Huang-Zhu confined LO-phonon potentials in a multiple quantum well

1. Geometry, conventions, premises

Growth axis z. Wells occupy |z| < d/2, repeated with period L = d + b; b is the barrier width. Fields vary as f(z) exp(iqx − iωt), q being the in-plane wavevector; Q is the Bloch wavevector along z. Parity means parity of the potential φ(z) about the well centre. u is the relative cation-anion displacement, ρ the reduced-mass density, γ the effective charge density. Permittivities ε are relative.

P1. No retardation, no free charge: E = −∇φ, ∇·D = 0.
P2. In the well D = ε0ε∞E + γu, and
(ω_T² − ω²)u + β²∇(∇·u) − β_T²∇×∇×u = γE/ρ. (1)
The medium is isotropic and the dispersion quadratic.
P3. ω lies above the whole TO branch of the well, so a purely transverse solution decays within a length ℓ of atomic size. For β_T² > 0, (1) gives ℓ = β_T/√(ω² − ω_T²) at small q.
P4. The barrier has no propagating mode near ω_L of the well. It responds locally, D = ε0ε_b(ω)E with ε_b > 0, and clamps the well vibration: u = 0 at z = ±d/2.
P5. φ and D_z are continuous at abrupt, flat interfaces.

Define Δ = γ²/(ρε0ε∞) and ω_L² = ω_T² + Δ. A bulk longitudinal wave has D = 0, so E = −γu/(ε0ε∞), and (1) gives ω² = ω_L² − β²K² for wavevector K. At ω = 0 and K → 0, u = γE/(ρω_T²), so ε_s = ε∞(1 + Δ/ω_T²) = ε∞ω_L²/ω_T², the Lyddane-Sachs-Teller relation.

2. Fourth-order equation for φ

Put w = ∇·u. From P1 and P2, ε0ε∞∇·E = −γw, that is w = (ε0ε∞/γ)∇²φ. The divergence of (1) kills the curl term:
(ω_T² − ω²)w + β²∇²w = −Δw.
With K² = (ω_L² − ω²)/β²,
(∇² + K²)∇²φ = 0. (2)
The two factors commute and share no solution for K ≠ 0, so φ = φ_L + φ_H with (∇² + K²)φ_L = 0 and ∇²φ_H = 0. Define the small parameter
σ = β²K²/Δ, so that ω² − ω_T² = Δ(1 − σ).
Insert u ∝ ∇φ in (1) for each part.
L part: ∇(∇·u) = −K²u, the left side is −Δu, so u = (ε0ε∞/γ)∇φ_L and D = 0.
H part: ∇·u = 0 and ∇×u = 0, so u = (ε0ε∞/γ)∇φ_H/(1 − σ) and D = ε0εE with ε = −ε∞σ/(1 − σ).
The remaining homogeneous solution u_T has E = 0, ∇·u_T = 0, D = γu_T. In total
u = (ε0ε∞/γ)[∇φ_L + ∇φ_H/(1 − σ)] + u_T. (3)

3. The two boundary conditions

Let σ → 0 at fixed Kd and fixed q ≠ 0, and seek solutions with u_T = 0.
(a) ε → 0, so D = 0 throughout the well and, by P5, D_z = 0 on the barrier side of each face.
(b) In a barrier φ'' = q²φ with φ' = 0 on both faces. Multiply by φ* and integrate by parts: ∫(|φ'|² + q²|φ|²)dz = 0. With q ≠ 0 this forces φ = 0.
(c) Continuity gives φ(±d/2) = 0.
(d) (3) becomes u = (ε0ε∞/γ)∇φ, so u_z = 0 gives φ'(±d/2) = 0.
(e) u_x ∝ iqφ vanishes at the faces by (c). All of P4 holds with u_T = 0, which confirms the ansatz.
Result:
φ(±d/2) = 0, dφ/dz(±d/2) = 0. (4)
The first condition is electrostatic, the second mechanical. Both can be met because (2) is of fourth order. The wells decouple.

4. Mode potentials

With K² = k² + q², (2) reads (∂z² + k²)(∂z² − q²)φ = 0, solved by cos kz, sin kz, cosh qz, sinh qz. For qd ≪ 1 the last two span 1 and z up to relative terms (qd)², and
φ'''' + k²φ'' = 0, φ = A cos kz + B + A' sin kz + Gz.
The problem is symmetric under z → −z, so parities separate. Write x = kd/2 = μπ/2.

Even modes, φ = A cos kz + B. φ' = 0 at d/2 gives sin x = 0, x = jπ with j ≥ 1 (j = 0 leaves a constant, which (4) sets to zero). φ = 0 gives B = −A cos jπ. With n = 2j and A = 1:
φ_n = cos(nπz/d) − (−1)^(n/2), n = 2, 4, 6, ..., μ_n = n. (5)

Odd modes, φ = sin kz + Cz/d. φ(d/2) = 0 gives C = −2 sin x. φ'(d/2) = 0 gives C = −kd cos x = −2x cos x. Equating:
tan(μπ/2) = μπ/2, C = −2 sin(μπ/2), (6)
φ_n = sin(μ_nπz/d) + C_n z/d, n = 3, 5, 7, ... (7)
Roots. g = tan x − x has g' = tan²x ≥ 0, so it rises on each branch of tan. On (0, π/2) g > 0: no root, and x = 0 gives φ ≡ 0. There is no mode n = 1. On ((n−2)π/2, nπ/2), n = 3, 5, ..., g runs from −∞ to +∞: exactly one root, and it needs tan x > 0, so n − 1 < μ_n < n. Even and odd μ interlace. Setting x = nπ/2 − y gives cot y = x, y ≈ 1/x ≈ 2/(nπ), hence μ_n ≈ n − 4/(nπ²), which is 2.865 for n = 3. From tan x = x, sin²x = x²/(1 + x²), and the sign of sin x just below nπ/2 is (−1)^((n−1)/2), so C_n = (−1)^((n+1)/2) 2x/√(1 + x²), tending to ±2.

n = 3: x = 4.493, μ = 2.861, C = 1.952
n = 5: x = 7.725, μ = 4.918, C = −1.983
n = 7: x = 10.904, μ = 6.942, C = 1.992

Frequencies at q → 0: ω_n² = ω_L² − (βμ_nπ/d)². Displacements: u_z ∝ sin(nπz/d) for even n, u_z ∝ cos kz − cos x for odd n. The odd condition says ∫u_z dz = 0: no net voltage across the well. Huang and Zhu (1988) arrived at (5) to (7) as analytic forms describing the modes of a microscopic dipole-lattice model of the superlattice.

5. Orthogonality, normalisation, coupling

Multiply φ_n'''' + k_n²φ_n'' = 0 by φ_m and integrate by parts; (4) removes all boundary terms: ∫φ_m''φ_n'' = k_n²∫φ_m'φ_n'. The left side is symmetric, so (k_n² − k_m²)∫φ_m'φ_n' = 0. The displacements u_z are orthogonal.

Write the potential operator as Σ Φ_n φ_n(z) exp(iqx) a + h.c. over area S. An oscillator amplitude obeys ρ∫|u|²dV = ħ/(2ω). With u = (ε0ε∞/γ)∇φ and ρ(ε0ε∞/γ)² = ε0ε∞/Δ,
Φ_n² = ħΔ/(2ω_Lε0ε∞ S I_n) = ħω_Lκ/(2ε0 S I_n), κ = Δ/(ε∞ω_L²) = 1/ε∞ − 1/ε_s, (8)
I_n = ∫(φ_n'² + q²φ_n²)dz,
where ω ≈ ω_L to the order kept. A plane wave has I = K² × length, and (8) becomes the bulk Fröhlich amplitude.

Even n: ∫φ'² = (nπ/d)²d/2, and ∫φ² = d/2 + d because ∫cos(nπz/d) = 0:
I_n = (d/2)[(nπ/d)² + 3q²]. (9)
Odd n: φ' = k(cos kz − cos x). With sin x = x cos x, ∫cos²kz = (d/2)(1 + cos²x) and ∫cos kz = d cos x, so ∫φ'² = k²[(d/2)(1 + cos²x) − d cos²x] = k²(d/2) sin²x. In ∫φ² the sine gives (d/2)(1 − cos²x), the cross term is proportional to sin x − x cos x = 0, and the linear term gives C²d/12 = (d/3) sin²x:
I_n = (d/2) sin²x [(μ_nπ/d)² + (5/3)q²]. (10)
The electron coupling is −eφ, with overlap G = ∫ψ_i φ_n ψ_f dz. In a symmetric well even n joins subbands of equal parity, odd n those of opposite parity.

6. First corrections

6.1 Odd modes, finite σ, Q = 0, qL ≪ 1. Take φ_L = A sin kz, φ_H = Gz. At this order u_T does not enter u_z, since ∇·u_T = 0 makes its z component of order qℓ times its x component, itself of order q. From (3), u_z = 0 gives G = −(1 − σ)kA cos x. Then D_z = −ε0εG = −ε0ε∞σkA cos x, uniform over the period. An odd periodic φ vanishes at the barrier centre, so φ(d/2) = (b/2)D_z/(ε0ε_b). With r = bε∞/(dε_b),
φ(d/2) = −σ r x cos x · A, φ'(d/2) = σ cos x · kA.
Equating the first to A sin x + Gd/2:
tan x / x = 1 − η, η = σ(1 + r). (11)
η → 0 returns (6). Since g' = x² at a root, δx = −η/x and δμ/μ = −η/x² to first order. η = 1 is the same as d/ε + b/ε_b = 0, the local condition for the odd interface mode of the well material. That mode, lower in the band ω_T < ω < ω_L, takes the place of n = 1.

6.2 Direction of the wavevector. For qL, QL ≪ 1 a macroscopic potential φ̄ gives E_x = −iqφ̄ and mean Ē_z = −iQφ̄. The mean of D_x is ε0ε∥E_x with Lε∥ = ε_b b + εd. ∇·D = 0 gives Ē_z = −(Q²/q²)D_z/(ε0ε∥). The voltage per period is now LĒ_z instead of zero. By 6.1 it equals (D_z d/ε0ε∞)[1 − (1 − tan x/x)/σ + r], so
η = σ[1 + r + (Lε∞/(dε∥))Q²/q²].
For q/Q → 0, η → ∞, tan x → −∞ and μ_n slides down to n − 2. Along the growth axis the odd modes are pure sines with μ = 1, 3, ... and φ(±d/2) ≠ 0. Form (7) needs σQ²/q² ≪ 1 when the prefactor is of order one. For an isolated well the barrier potential decays as exp(−q|z|), b/2 is replaced by 1/q, and the condition is qd ≫ 2σε∞/ε_b.

6.3 Even modes, finite σ, Q = 0. φ_L = A cos kz, φ_H = B; u_z = 0 still gives x = jπ. Integrating iqD_x + ∂zD_z = 0 over a period gives ∫D_x dz = 0. The L part has D = 0 and the barrier potential is the constant φ0 = A cos x + B, so εdB + ε_b bφ0 = 0:
φ0 = −[t/(1 − t)] A cos x, t = σε∞d/((1 − σ)ε_b b).
The leftover u_x at the faces, proportional to φ0 + σB/(1 − σ), is cancelled by u_T. Its share of ∫D_x dz is of relative order 2ℓ/d against the term εdB, a correction to a correction.

6.4 Finite q, σ → 0. Keeping cosh and sinh in (4), with y = qd/2:
even: φ = cos kz − cos x cosh qz/cosh y, x tan x = −y tanh y;
odd: φ = sin kz − sin x sinh qz/sinh y, x cot x = y coth y.
The argument of section 5 makes these orthogonal under the full product ∫(φ_m'φ_n' + q²φ_mφ_n). The q → 0 shapes are not: for even n ≠ m, ∫φ_nφ_m = d(−1)^((n+m)/2), so the normalised overlap has magnitude q²d/√(I_nI_m).

7. Illustration: ZnSe wells, ZnS barriers

Compiled measured values for bulk ZnSe: LO 252 cm⁻¹, TO 213 cm⁻¹ (Talwar 2016), ε∞ = 5.9 (Rakita 2019), a = 0.56676 nm (Albrecht 1997), m = 0.13 m_e (Karazhanov 2005). Wavenumbers are ω/2πc, with 1 cm⁻¹ = 100 m⁻¹. Then ω_L = 4.747×10¹³ s⁻¹, ħω_L = 31.2 meV, Δ = 6.43×10²⁶ s⁻², ε_s = 8.26, κ = 0.0484. The compiled ε_s = 9.1 (Palmer 2008) does not satisfy the Lyddane-Sachs-Teller relation with these frequencies; it would give κ = 0.0596, larger by a factor 1.23. The self-consistent κ is used.

Assumed: d = b = 4.0 nm, about 14 monolayers of a/2 per well. β is estimated from a diatomic chain along [001] with plane spacing a/4 and one force constant, scaled to ω_L:
ω² = (ω_L²/2)[1 + √(1 − 4p sin²(ka/4))] ≈ ω_L²(1 − pk²a²/16), p = M1M2/(M1 + M2)².
So β = ω_L a√p/4 = 3.35×10³ m/s for masses 65.38 u and 78.97 u. It is a model estimate. Approximate typical ZnS inputs: ε∞ ≈ 5.1, TO ≈ 275 cm⁻¹, LO ≈ 350 cm⁻¹. At 250 cm⁻¹, ε_b = 5.1(350² − 250²)/(275² − 250²) = 23.3; take 23, so r = 0.257. ZnS typically has no [001] longitudinal branch at this frequency, as P4 needs.

βπ/d corresponds to 13.97 cm⁻¹, and σ = 0.01076 μ².

n = 2: σ = 0.043, 250.4 cm⁻¹
n = 3: σ = 0.088, 248.8 cm⁻¹
n = 4: σ = 0.172, 245.7 cm⁻¹
n = 5: σ = 0.260, 242.5 cm⁻¹

The decimal serves to show spacings within the model. For n = 3, η = 0.111 and the first-order δμ/μ is −0.0055. Solving (11) with σ ∝ μ² gives μ = 2.843, a frequency higher by 0.04 cm⁻¹, φ(d/2)/A = 0.024 and φ'(d/2)/(kA) = −0.021. For n = 2, φ0/A = 0.012, itself uncertain by a fraction 2ℓ/d = 0.14 if ℓ = a/2. Conditions (4) thus hold to a few per cent for the lowest modes. The prefactor of Q²/q² is near L²ε∞/(dbε_b) = 1.0, so n = 3 needs Q²/q² well below 1/σ = 11; an isolated well would need qd ≫ 0.045. σ reaches 1 at μ = 9.6.

Strain. ZnS has a smaller lattice constant by roughly 4.5 per cent (typical), so the wells are compressed. For an assumed in-plane strain e∥ = −0.02 and the compiled C11 = 85.9 GPa, C12 = 50.6 GPa (Oses 2018), zero normal stress gives e_zz = −2(C12/C11)e∥ and a trace 2e∥(1 − C12/C11) = −0.0164. A typical Grüneisen parameter near 1 raises ω_L by about 4 cm⁻¹ from this part alone, and the shear part is typically of similar order. This exceeds the confinement shift of n = 2, 1.6 cm⁻¹. The listed frequencies are therefore meaningful as offsets from the strained ω_L. Uniform strain leaves (5) to (7) unchanged.

Emission rate at threshold, lowest subband, zero phonon occupation. The electron starts at energy ħω_L above the subband edge and ends at the edge, so |q| = q0 = √(2mω_L/ħ) = 3.27×10⁸ m⁻¹, q0d = 1.306. The density of final states is Sm/(2πħ²). The golden rule with (8) and (9) gives
W = (2π/ħ)(Sm/2πħ²) Σ e²Φ_n²G_n² = W0 Σ G_n²/[(nπ)² + 3(q0d)²], W0 = me²ω_Lκd/(ε0ħ²) = 2.84×10¹⁴ s⁻¹.
Hard-wall envelope: ψ² = (1/d)[1 + cos(2πz/d)], so G_2 = 3/2 and G_n = −(−1)^(n/2) for n ≥ 4. With v² = 3(q0d)² and Σ over j ≥ 1 of 1/(4π²j² + v²) = coth(v/2)/(4v) − 1/(2v²) = 0.0385, the sum is 0.0385 + (5/4)/(4π² + v²) = 0.0665, of which n = 2 supplies a fraction 0.76. Then W = 1.9×10¹³ s⁻¹, 1/W = 53 fs. At 300 K the factor N + 1 is 1.43. The larger κ would give 2.3×10¹³ s⁻¹.

Sum-rule test. With all modes taken at ω_L, ΣG²/I is the same for every complete orthogonal set of potentials vanishing at the faces (Parseval in the product of 6.4). The slab set cos(nπz/d), n odd, has I = (d/2)[(nπ/d)² + q²] and |G_n| = 8/(πn|n² − 4|). At q = 0 the φ_n' of (5) are the sines sin(2πjz/d), complete for odd functions, and both sets give 1/24 + 5/(16π²) = 0.0733. At q0 the slab set gives 0.0626, so use of the q → 0 shapes overestimates W by a factor 1.06. Consistently, 6.4 gives μ_2 = 1.921, μ_3 = 2.841, and the overlap of n = 2 with n = 4 is 0.040. Modes n ≥ 10, which have σ > 1 and lie outside the approximation, carry a fraction 0.08 of the sum. The model's hard-wall result is about 50 fs.

Weighing. The hard-wall confinement energy ħ²π²/(2md²) is 0.18 eV, whereas the ZnSe/ZnS conduction-band offset is typically small, of order 0.1 eV, most of the gap difference falling in the valence band. Take an isolated well of depth V = 0.10 eV with equal masses. The envelope is cos(2sz/d) inside and decays with constant 2w/d outside; matching gives s = s0 cos s, s0 = (d/2)√(2mV)/ħ = 1.168, w = √(s0² − s²), so s = 0.808. The norm is Nd with N = (1 + sin 2s/2s)/2 + cos²s/2w. The probability in the well is P = (1 + sin 2s/2s)/2N = 0.74, and
|G_2j| = P + s sin 2s/[N(π²j² − 4s²)],
so G_2 = 0.84, the sum falls to 0.0250 and the rate by a factor 0.38, to 7.1×10¹² s⁻¹ (0.14 ps). Tunnelling between wells is ignored here although the barrier is only 1.7 decay lengths wide. The hard-wall model thus overestimates this channel for electrons in the real stack by roughly a factor of two to three. Both rates are the model's, cover confined modes only, and omit the interface and barrier modes, which add to the total and gain weight as the envelope spreads.

8. Range of validity

(i) σ(1 + r) ≪ 1 and t ≪ 1: low n, wells wide against β/√Δ, and neither b ≪ d nor ε_b near zero. High modes mix with the interface mode near η = 1.
(ii) qd small against π. Errors in μ, overlaps and sums grow as (qd)²; beyond that use the cosh and sinh forms of 6.4.
(iii) For odd modes σQ²/q² ≪ 1, or qd ≫ 2σε∞/ε_b for one well. Strict propagation along z is excluded. Even modes have k = nπ/d in either direction; at q = 0 their additive constant carries no field.
(iv) Clamping, P4: separated optical bands and abrupt interfaces. The clamping plane is uncertain by about one monolayer, which changes μπ/d by about a/(2d), 0.07 here.
(v) Quadratic isotropic dispersion: μπ/d well inside the zone, n well below the number of monolayers.
(vi) The set (5), (7) describes bulk-like confined modes; interface modes must be added separately.